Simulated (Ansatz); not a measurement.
# A series in volume scale on LiCd

All results are calculated (Ansatz 0.2.0). Free energy against uniform scaling of the volume at fixed shape and fractions; periodic cell, basis, potentials, k mesh and filling as listed.

The cell before it is scaled or strained (space group Fd-3m, No. 227):
```
CELL_PARAMETERS angstrom
0.00000 3.33240 3.33240
3.33240 0.00000 3.33240
3.33240 3.33240 0.00000
ATOMIC_POSITIONS crystal
Li 0.25000 0.25000 0.25000
Li 0.00000 0.00000 0.00000
Cd 0.75000 0.75000 0.75000
Cd 0.50000 0.50000 0.50000
```

Settings of every row: functional PBEsol; dispersion none; potentials PAW; wave cutoff 462.59 eV; density cutoff 1850.4 eV; k mesh 6x6x6; k shift 0x0x0; occupations fermi dirac; smearing width 0.1 eV; spin none.

Limits: coarse k mesh, up to 40 meV an atom off; the cell comes from a prototype or a list of computed structures and needn't be the stable phase.

```
row  volume scale  V (Å³/atom)  energy above lowest point (meV/atom)
  1          0.94       17.393                                   3.1
  2          0.96       17.763                                   0.5
  3          0.98       18.133                                     0
  4             1       18.503                                   1.4
  5          1.02       18.873                                   4.5
  6          1.04       19.243                                     ?
  7          1.06       19.613                                    15
```

Question: what energy above lowest point should row 6 give?

Worked fit of energy above lowest point. Take u = (V_r/V)^(2/3) − 1 with V_r = 18.318 Å³ an atom, which is twice the finite (Eulerian) strain; such expansions in the strain, on which the Birch-Murnaghan equation of state is built, carry the rest volume and the bulk modulus. The shown rows have u = 0.03515, 0.02072, 0.00679, -0.00668, -0.0197, -0.04452. Least squares give energy above lowest point = 0.48 − 104.8 × u + 5044 × u² + 1648 × u³ meV/atom; a parabola predicts inner rows, each left out in turn, worse (root mean square 0.035 against 0.017 meV/atom). All shown rows lie on it to the printed digit. Its lowest point lies at u = 0.0103, or V = 18.04 Å³ an atom, and the curvature there gives the bulk modulus at fixed shape and fractions, B = (4/9)(1 + u)² E″(u)/V = 41.1 GPa. The withheld row has u = -0.03231, so the fit gives 0.48 − 104.8 × (-0.03231) + 5044 × (-0.03231)² + 1648 × (-0.03231)³ = 9.1 meV/atom.

The calculation gave 9.1 meV/atom. The fit meets it to the printed digit.
